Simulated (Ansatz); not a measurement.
# Mo: pressure and energy above lowest point against volume scale

Free energy against uniform scaling of the volume at fixed shape and fractions; periodic cell, basis, potentials, k mesh and filling as listed. The results are calculated, by Ansatz 0.2.0.

The cell before it is scaled or strained (space group Im-3m, No. 229):
```
cell vectors (Å)
  -1.5786     1.5786     1.5786
   1.5786    -1.5786     1.5786
   1.5786     1.5786    -1.5786
atoms (fractions of the cell vectors)
Mo  0.00000  0.00000  0.00000
```

Settings of every row: functional PBE; dispersion none; potentials PAW; wave cutoff 500 eV; density cutoff 2000 eV; k mesh 13x13x13; k shift 0x0x0; occupations fermi dirac; smearing width 0.1 eV; spin none.

Limits: coarse k mesh, up to 40 meV an atom off.

```
row  volume scale  V (Å³/atom)  pressure (GPa)  energy above lowest point (meV/atom)
  1        0.9406       14.801           18.94                                  54.6
  2        0.9703       15.268               ?                                     ?
  3             1       15.735            0.73                                     0
  4        1.0297       16.203           -6.45                                   8.6
  5        1.0594        16.67           -12.6                                  36.6
```

Question: what pressure and energy above lowest point should row 2 give?

Worked fit of pressure. Take u = (V_r/V)^(2/3) − 1 with V_r = 15.969 Å³ an atom, which is twice the finite (Eulerian) strain; such expansions in the strain, on which the Birch-Murnaghan equation of state is built, carry the rest volume and the bulk modulus. The shown rows have u = 0.05194, 0.00989, -0.00965, -0.02823. Least squares give pressure = −3.006 + 368.79 × u + 1033.6 × u² GPa; a straight line predicts inner rows, each left out in turn, worse (root mean square 1 against 0.037 GPa). The rows lie off it by 0.00, -0.01, 0.02, -0.01. The pressure vanishes at u = 0.0080, or V = 15.78 Å³ an atom, and there the bulk modulus at fixed shape and fractions is B = −V dP/dV = (2/3)(1 + u) dP/du = 259 GPa. The withheld row has u = 0.03038, so the fit gives −3.006 + 368.79 × (0.03038) + 1033.6 × (0.03038)² = 9.15 GPa.

The calculation gave 9.12 GPa. The fit lies 0.03 GPa (0.095 % of the column's range) above it; its largest miss of a shown row is 0.02 GPa.

Worked fit of energy above lowest point. Take u = (V_r/V)^(2/3) − 1 with V_r = 15.969 Å³ an atom, which is twice the finite (Eulerian) strain; such expansions in the strain, on which the Birch-Murnaghan equation of state is built, carry the rest volume and the bulk modulus. The shown rows have u = 0.05194, 0.00989, -0.00965, -0.02823. Least squares give energy above lowest point = 1.66 − 443.4 × u + 28158 × u² meV/atom; a straight line predicts inner rows, each left out in turn, worse (root mean square 28 against 0.082 meV/atom). All shown rows lie on it to the printed digit. Its lowest point lies at u = 0.0079, or V = 15.78 Å³ an atom, and the curvature there gives the bulk modulus at fixed shape and fractions, B = (4/9)(1 + u)² E″(u)/V = 258 GPa. The withheld row has u = 0.03038, so the fit gives 1.66 − 443.4 × (0.03038) + 28158 × (0.03038)² = 14.2 meV/atom.

The calculation gave 14 meV/atom. The fit lies 0.2 meV/atom (1.4 % of the value, 0.37 % of the column's range) above it; its largest miss of a shown row is 0.0 meV/atom.
